Dear colleague,

The area of the Olsen loop you record on a PbSc$_{0.5}$Ta$_{0.5}$O$_3$ (PST) multilayer capacitor is fixed by two isotherms alone, while the efficiency depends on how heat capacities match along the two isofield legs. A two-level model separates these questions and can be solved by hand.

## Conventions and the general statement

All quantities are per volume of active dielectric, at fixed mechanical boundary conditions, with $E$ and $D$ normal to the electrodes and every step quasi-static. From $du=T\,ds+E\,dD$ and $g=u-Ts-ED$ we have $dg=-s\,dT-D\,dE$, hence the Maxwell relation and its temperature derivative:

$$\left(\frac{\partial s}{\partial E}\right)_T=\left(\frac{\partial D}{\partial T}\right)_E\equiv p,\qquad \left(\frac{\partial c_E}{\partial E}\right)_T=T\left(\frac{\partial^2 D}{\partial T^2}\right)_E,\tag{1}$$

with $c_E=T(\partial s/\partial T)_E$. The high-temperature phase of PST is cubic and centrosymmetric, so there $p$ vanishes at zero field and is odd in $E$; the low-temperature phase is rhombohedral and polar. I treat the case $p\le 0$ for $E>0$.

The Olsen cycle, the electric analogue of the Ericsson cycle, has four legs: charge from $E_L$ to $E_H$ at $T_L$, heat to $T_H$ at $E_H$, discharge to $E_L$ at $T_H$, cool to $T_L$ at $E_L$. The work done on the dielectric is $\oint E\,dD$, so the work delivered is $W=-\oint E\,dD=\oint D\,dE$. The isofield legs drop out of the last form:

$$W=\int_{E_L}^{E_H}\left[D(E,T_L)-D(E,T_H)\right]dE=\int_{T_L}^{T_H}\sigma(T)\,dT,\qquad \sigma(T)=\int_{E_L}^{E_H}(-p)\,dE .\tag{2}$$

With $E$ horizontal and $D$ vertical the loop runs clockwise, opposite to a hysteresis loop. One may write $|p|$ for $-p$ only while $p$ keeps its sign over the whole rectangle. By (1), $\sigma(T)=s(T,E_L)-s(T,E_H)$ is the entropy taken up on discharging at $T$. The discharge therefore absorbs $T_H\sigma(T_H)$, the charge rejects $T_L\sigma(T_L)$, and the heat capacities $c_H$ and $c_L$ on the legs at $E_H$ and $E_L$ differ by

$$c_H-c_L=-T\,\frac{d\sigma}{dT}.\tag{3}$$

Suppose $\sigma$ does not depend on $T$. Then $c_H=c_L$, and the heat released on cooling equals at every temperature the heat needed on warming, in total $\bar c\,\Delta T$ with $\bar c$ the mean of $c_E$ over the span $\Delta T=T_H-T_L$. A regenerator of effectiveness $r$ returns the fraction $r$, and the source supplies $Q_{\rm in}=T_H\sigma+(1-r)\bar c\,\Delta T$. With $W=\sigma\Delta T$, $\eta=W/Q_{\rm in}$ and $\eta_C=\Delta T/T_H$,

$$\frac{\eta}{\eta_C}=\frac{1}{1+(1-r)\,\Delta T/\tau},\qquad \tau=\frac{T_H\,\sigma}{\bar c}.\tag{4}$$

For constant $p$, $\sigma=|p|\Delta E$ with $\Delta E=E_H-E_L$, so $W=|p|\Delta E\Delta T$ and $\Delta T/\tau=\bar c\,\Delta T/(T_H|p|\Delta E)$.

If $\sigma$ varies, even a perfect regenerator cannot balance. Pick any $T^*$ in the span. Heat absorbed above $T^*$ comes either from the source or from heat released above $T^*$ on cooling, so $Q_{\rm in}\ge T_H\sigma(T_H)+\int_{T^*}^{T_H}(c_H-c_L)\,dT$. Insert (3), integrate by parts, and call ideal ($r=1$) the regenerator that meets the most demanding of these bounds:

$$Q_{\rm in}(r=1)=\max_{T^*}\left[T^*\sigma(T^*)+\int_{T^*}^{T_H}\sigma\,dT\right].\tag{5}$$

Carnot efficiency between reservoirs at $T_L$ and $T_H$ requires zero entropy production. Wherever $c_H\neq c_L$, the slice of regenerator at that temperature gains or loses heat in each cycle and must exchange it with something at another temperature. The condition for $\eta=\eta_C$ at $r=1$ is thus $c_H(T)=c_L(T)$ across the span, that is $\int_{E_L}^{E_H}(\partial^2D/\partial T^2)\,dE=0$. A heat capacity independent of field is sufficient, but only the two working fields have to match.

## The two-level model

Divide the layer into columns that span the electrode gap, so that all see the same field, and ignore their coupling. Each has two levels: nonpolar, and polar along the field with polarisation $P_0$, entropy lower by $\Delta s$ and energy lower by $T_0\Delta s$. Both share a background heat capacity $c_b$ and a temperature-independent permittivity $\varepsilon_b$. The polar level lies above the nonpolar one by

$$\delta g=\Delta s\,(T-T_0)-P_0E ,$$

and it is the lower level when $T<T_0+\beta E$, with the Clausius–Clapeyron slope $\beta=P_0/\Delta s$. For a region of volume $v$ the polar occupation is $1/(1+e^{v\,\delta g/k_BT})$, a step of width $k_BT/(v\Delta s)$, which I take as sharp. Let $T_0$ be spread uniformly between $T_1$ and $T_2=T_1+w$, standing in for variations of Sc/Ta order. The polar fraction is

$$x=\frac{T_2+\beta E-T}{w}$$

inside the band $T_1+\beta E<T<T_2+\beta E$; it is 1 below the band and 0 above. Averaging $\min(0,\delta g)$ over $T_0$ inside the band gives

$$g=g_b(T)-\tfrac12\varepsilon_bE^2+\frac1w\int_{T-\beta E}^{T_2}\delta g\,dT_0=g_b(T)-\tfrac12\varepsilon_bE^2-\frac{\Delta s}{2w}\,(T_2+\beta E-T)^2 .$$

Differentiation yields $D=\varepsilon_bE+P_0x$ and $s=s_b(T)-\Delta s\,x$, forms that also hold outside the band. Inside, $p=-P_0/w$ and $c_E=c_b+T\Delta s/w$; outside, $p=0$ and $c_E=c_b$. The pyroelectric coefficient is exactly constant in the band, and the latent heat appears as a field-independent addition to $c_E$, as (1) demands when $\partial^2D/\partial T^2=0$. Everywhere

$$\sigma(T)=\Delta s\,[x(T,E_H)-x(T,E_L)],$$

a trapezoid in $T$ of area $\Delta s\,\beta\Delta E=P_0\Delta E$ and height $\Delta s\min(1,\beta\Delta E/w)$. Everything follows from where the span sits on this trapezoid, and $\varepsilon_b$ never enters.

Inputs, all assumed, and chosen so that latent heat and field shift of the transition are typical of PST:

- $P_0=24\ \mu$C cm$^{-2}$ and $\Delta s=0.030$ J cm$^{-3}$ K$^{-1}$, so $\beta=0.80$ K cm kV$^{-1}$;
- mean transition temperature 290 K, so a latent heat of 8.7 J cm$^{-3}$;
- specific heat 0.30 J g$^{-1}$ K$^{-1}$ and density 9.0 g cm$^{-3}$, so $c_b=2.7$ J cm$^{-3}$ K$^{-1}$;
- $w=40$ K for a poorly ordered and $w=10$ K for a well ordered ceramic;
- layer thickness 40 $\mu$m, so that 60 kV cm$^{-1}$ is 240 V.

The step width is 0.14 K at 300 K even for a 10 nm cube, so the sharp limit is safe. All numbers below are the model's, not the material's.

## Cycle A: constant $p$

Take $w=40$ K ($T_1=270$ K, $T_2=310$ K), $E_L=10$ and $E_H=30$ kV cm$^{-1}$. The band runs from 278 to 318 K at $E_L$ and from 294 to 334 K at $E_H$, so a cycle between 295 and 315 K stays inside it throughout. Then $|p|=0.60\ \mu$C cm$^{-2}$ K$^{-1}$, $\sigma=|p|\Delta E=0.012$ J cm$^{-3}$ K$^{-1}$ and $W=0.24$ J cm$^{-3}$. The isothermal heats are 3.78 J cm$^{-3}$ in and 3.54 J cm$^{-3}$ out, and their difference is $W$ again, as it must be when the isofield heats cancel.

Since $c_E$ is linear in $T$, its mean is the value at 305 K. The latent part is 0.229 and $\bar c=2.929$ J cm$^{-3}$ K$^{-1}$. The heat shuttled on each isofield leg is 58.6 J cm$^{-3}$, which is 15.5 times the isothermal heat, and $\tau=1.29$ K. Equation (4) holds exactly, with $\eta_C=6.35$ %. Half of Carnot requires $r=1-\tau/\Delta T=0.935$.

Your capacitor also heats and cools its margins, electrodes and terminals. They exchange no net heat on the isotherms and leave $W$ per active volume unchanged, but they raise the shuttled heat. For an assumed active volume fraction $\phi=0.5$ and the same $c_b$ in the inactive part, $c_b\to c_b/\phi$, and $\Delta T/\tau$ rises to 29.8.

## Cycle B: the span swallows the transition

Now take $w=10$ K ($T_1=285$ K, $T_2=295$ K), $E_L=10$ and $E_H=60$ kV cm$^{-1}$. The band lies at 293 to 303 K for $E_L$ and at 333 to 343 K for $E_H$. A cycle between 290 and 345 K covers the whole trapezoid and collects the largest work these fields allow, $W=P_0\Delta E=1.20$ J cm$^{-3}$. Both isotherms lie outside the band, so $\sigma(T_L)=\sigma(T_H)=0$ and no heat flows while the field changes. The latent heat is absorbed on the heating leg around $T_+=338$ K and released on the cooling leg around $T_-=298$ K, where $T_+$ and $T_-$ are the midpoints of the falling and rising edges of the trapezoid. The regenerator cannot lift heat from $T_-$ to $T_+$. The bracket in (5) has derivative $T^*\sigma'(T^*)$, so it is largest on the flat top, where it equals $\Delta s\,T_+=10.14$ J cm$^{-3}$; the surplus $\Delta s\,T_-=8.94$ J cm$^{-3}$ goes to the sink. Hence

$$\eta(r=1)=1-\frac{T_-}{T_+},\qquad T_+-T_-=\max(\beta\Delta E,\,w),\tag{6}$$

and the same form holds when $\beta\Delta E<w$, because the work is height times $(T_+-T_-)$ and the heat is height times $T_+$. The material behaves as a Carnot engine between its own two temperatures and ignores the rest of the span. Here $\eta=11.8$ % against $\eta_C=15.9$ %.

For $r<1$ I define $r$ as the fraction returned of the most that is recoverable, which is the heating-leg total minus $\Delta s\,T_+$, or $c_b\Delta T=148.5$ J cm$^{-3}$. Then $Q_{\rm in}=\Delta s\,T_++(1-r)c_b\Delta T$. One is tempted to use (4) regardless, with a mean coefficient $W/(\Delta E\Delta T)$ and $\bar c\,\Delta T$ equal to the heating-leg total of 158.64 J cm$^{-3}$. That assigns a fictitious isothermal heat $T_HW/\Delta T=7.53$ J cm$^{-3}$. The table shows what it costs.

## Cycle C: matched legs without constant $p$

Keep the sample and fields of B and place the span on the flat top, from 303 to 333 K. The material is entirely nonpolar on the cooling leg and entirely polar on the heating leg, so $c_H=c_L=c_b$ and $\sigma=\Delta s$. The transition is driven on the isotherms, between 10 and 22.5 kV cm$^{-1}$ on charging and between 60 and 47.5 kV cm$^{-1}$ on discharging. Inside the rectangle $p$ is far from constant, being either 0 or $-2.4\ \mu$C cm$^{-2}$ K$^{-1}$, and $c_E$ does depend on field: at 318 K it rises by 0.95 J cm$^{-3}$ K$^{-1}$ on entering the band and falls back on leaving. In (1) these steps come from delta functions of opposite sign in $\partial^2D/\partial T^2$ at the two band edges, which cancel in the integral from $E_L$ to $E_H$. Equation (4) therefore holds exactly with $\sigma=\Delta s$, and Carnot efficiency is reached at $r=1$.

The numbers are $W=\Delta s\,\Delta T=0.90$ J cm$^{-3}$, isothermal heat 9.99 J cm$^{-3}$, shuttled heat 81 J cm$^{-3}$, $\tau=3.70$ K and $\eta_C=9.01$ %. Half of Carnot needs $r=0.877$.

| $r$ | A | A, $\phi=0.5$ | B, exact | B, eq. (4) with mean $p$ | C |
|---|---|---|---|---|---|
| 0 | 0.061 | 0.032 | 0.047 | 0.045 | 0.110 |
| 0.5 | 0.114 | 0.063 | 0.089 | 0.087 | 0.198 |
| 0.9 | 0.392 | 0.251 | 0.301 | 0.322 | 0.552 |
| 0.99 | 0.866 | 0.771 | 0.648 | 0.826 | 0.925 |
| 1 | 1 | 1 | 0.742 | 1 | 1 |

The entries are $\eta/\eta_C$. The digits are those of the model and serve to compare columns. For B the constant-$p$ formula is off by no more than 7 % at $r=0$, 0.5 and 0.9, because the shuttled heat dominates the denominator; at $r=0.99$ it is 28 % too high. At $r=0.9$ the absolute efficiencies are 2.49 % (A), 4.80 % (B) and 4.98 % (C): cycle C obtains 75 % of the work of B and slightly more efficiency from a span of 30 K in place of 55 K. Without a regenerator the remedy at fixed fields is a short span. Cycle C cut to run from 303 to 313 K reaches 0.258 of Carnot at $r=0$, for $W=0.30$ J cm$^{-3}$.

## What the model leaves out, and how much

*Induced polarisation of the nonpolar level.* This is the largest omission. Give that level a Curie–Weiss permittivity $\varepsilon_0C/(T-\Theta)$ with assumed $C=2\times10^5$ K and $\Theta=280$ K, and the polar level an assumed $\varepsilon_b=1000\,\varepsilon_0$. In B the first form of (2) needs only the two isotherms. The relative permittivity at 345 K is about 3100, and the work falls by $\tfrac12(\varepsilon_n-\varepsilon_b)(E_H^2-E_L^2)=0.32$ J cm$^{-3}$, or 27 %, to 0.88 J cm$^{-3}$, where $\varepsilon_n$ is the nonpolar permittivity. The discharge at 345 K now also takes up the entropy $\tfrac12\varepsilon_0C(E_H^2-E_L^2)/(T_H-\Theta)^2$, which is 24 % of $\Delta s$. In C the cooling leg loses the entropy $\tfrac12\varepsilon_0CE_L^2/(T-\Theta)^2$, which is 6 % of $\Delta s$ at 303 K and 1 % at 333 K, so $\sigma$ tilts slightly and $r=1$ no longer gives Carnot exactly. More serious, the nonpolar level is lowered by $\tfrac12(\varepsilon_n-\varepsilon_b)E_H^2=0.44$ J cm$^{-3}$ at 333 K and 60 kV cm$^{-1}$, which divided by $\Delta s$ is 15 K out of a shift $\beta E_H=48$ K. A linear law overstates the response at such fields, so read these figures as sizes and not as corrections. They show that the jumps in $D$ and $s$ shrink with field, towards the critical point that ends the first-order line, and that the 30 K flat top of C is optimistic.

*Hysteresis.* Let each column switch $h/2$ late in the variable $T-\beta E$, in either direction, with an assumed $h=3$ K. In A the polar fraction rises on cooling and charging and falls on heating and discharging, so the two isotherms move together by $h/w$ in $x$ and $W=|p|\Delta E(\Delta T-h)=0.204$ J cm$^{-3}$, a loss of 15 %. In C the switching fields shift by $h/2\beta$ each and $W=\Delta s(\Delta T-h)=0.81$ J cm$^{-3}$, a loss of 10 %. In B the work is untouched, because both transitions still complete within the span.

*The low field.* The polar level was taken as aligned. Cooling at $E_L=0$ would leave domains with little net $D$, and the polarisation would then be built up during charging near the coercive field, which replaces $E_L$ in $P_0\Delta E$.

*Leakage.* Holding $E_H$ for a time $t$ dissipates $E_H^2t/\rho$. For an assumed $t=10$ s at 60 kV cm$^{-1}$, keeping this below a tenth of the work of C needs $\rho>4\times10^{11}\ \Omega$ cm.

The scale $\tau$ is, to first order in $\sigma/c_b$, the adiabatic electrocaloric temperature change when both end states lie outside the band, as in C. The model caps it at $T\Delta s/c_b$, the 3.70 K found above. A typical figure for the active layers of PST multilayers driven beyond the critical point, near 300 kV cm$^{-1}$, is about 5.5 K, which I quote as general knowledge and not as a measurement; there the model is low by roughly a third, since it lacks the entropy removed by further polarising the polar state.

## A film for which constant $p$ is the natural first guess

A poled Hf$_{0.5}$Zr$_{0.5}$O$_2$ film far from any transition calls for no two-level picture. Take typical values $|p|=50\ \mu$C m$^{-2}$ K$^{-1}$ and $c=2.7$ J cm$^{-3}$ K$^{-1}$, assume both independent of field and temperature, and apply $\Delta E=2$ MV cm$^{-1}$ along the polarisation between 300 and 400 K. Then $\sigma=0.010$ J cm$^{-3}$ K$^{-1}$, $W=1.0$ J cm$^{-3}$, $\tau=1.5$ K and $\eta/\eta_C=0.13$ at $r=0.9$. A large field makes up for a small $p$, so $\sigma$ is close to that of cycle A. These are again model numbers for the bare film, and a substrate cycled with it enters through $1/\phi$.

## What to extract from your data

The single function worth building is $\sigma(T)$ for your pair of fields, either from $-\int p\,dE$ on single-valued unipolar branches of $D(E,T)$ or from isofield calorimetry through (3), anchored at one temperature. Its integral over the span is the reversible work, to be set against the loop area, and the shortfall is hysteresis plus leakage. Its flat portion marks the span over which (4) applies, with $\bar c$ taken for the whole capacitor per active volume, latent part included. Beyond the flat portion, (5) gives the ceiling that no regenerator can pass, and widening the span past the foot of the falling edge adds $c_b$ of shuttled heat per kelvin and no work.